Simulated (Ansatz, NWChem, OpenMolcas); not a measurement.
**How methods differ on C2H3F3 (1,1,2-trifluoroethane)**

C2H3F3 has 8 atoms, charge 0, and is taken as a singlet. As SMILES, `FCC(F)F`. The shape is that of a PBE0-D4/def2-TZVP optimisation. This is one conformer, not always the lowest.

Quantity: the vertical energy of the triplet above the singlet, in eV. The values are calculated.

```tsv
level	kind	program	value (eV)	less CCSD(T)/def2-SVP
SVWN5/def2-SVP	LDA	Ansatz	8.19	-2.38
revPBE/def2-SVP	GGA	Ansatz	8.30	-2.27
M06-L/def2-SVP	meta-GGA	OpenMolcas	8.95	-1.62
TPSS/def2-SVP	meta-GGA	OpenMolcas	8.51	-2.06
CAM-B3LYP/def2-SVP	range-separated hybrid	NWChem	9.36	-1.21
HSE06/def2-SVP	range-separated hybrid	Ansatz	9.08	-1.49
wB97X/def2-SVP	range-separated hybrid	NWChem	9.53	-1.04
CCSD(T)/def2-SVP	coupled cluster or CI	Ansatz	10.57	0.00
```

CCSD(T)/def2-SVP is the highest level here, not the true value. The values span 8.19 to 10.57 eV. A triplet this far above the singlet is often a Rydberg-like or dissociative state; sets without diffuse functions put Rydberg states too high.

Every density functional places the triplet below the coupled-cluster result, from SVWN5 at 8.19 eV to wB97X at 9.53 eV. All three hybrids lie above all four semilocal functionals, though M06-L comes close to HSE06, so the boundary between the classes is not sharp. The ordering probably reflects how exact exchange, especially at long range, shifts the balance between the compact singlet and a more spread-out triplet.

The large excitation energy itself follows from the bonding. With no π system, the molecule has no low-lying π* orbital to receive an electron, which must instead leave a strongly bound σ or fluorine lone-pair orbital for one of σ* or diffuse character. Fluorine's electronegativity further stabilises the occupied levels.

The results support a triplet far above the singlet at this geometry, but not a precise excitation energy. The remaining step from wB97X to CCSD(T) is wider than the spread among the hybrids, and the energies alone do not show that every method converged to the same triplet configuration.
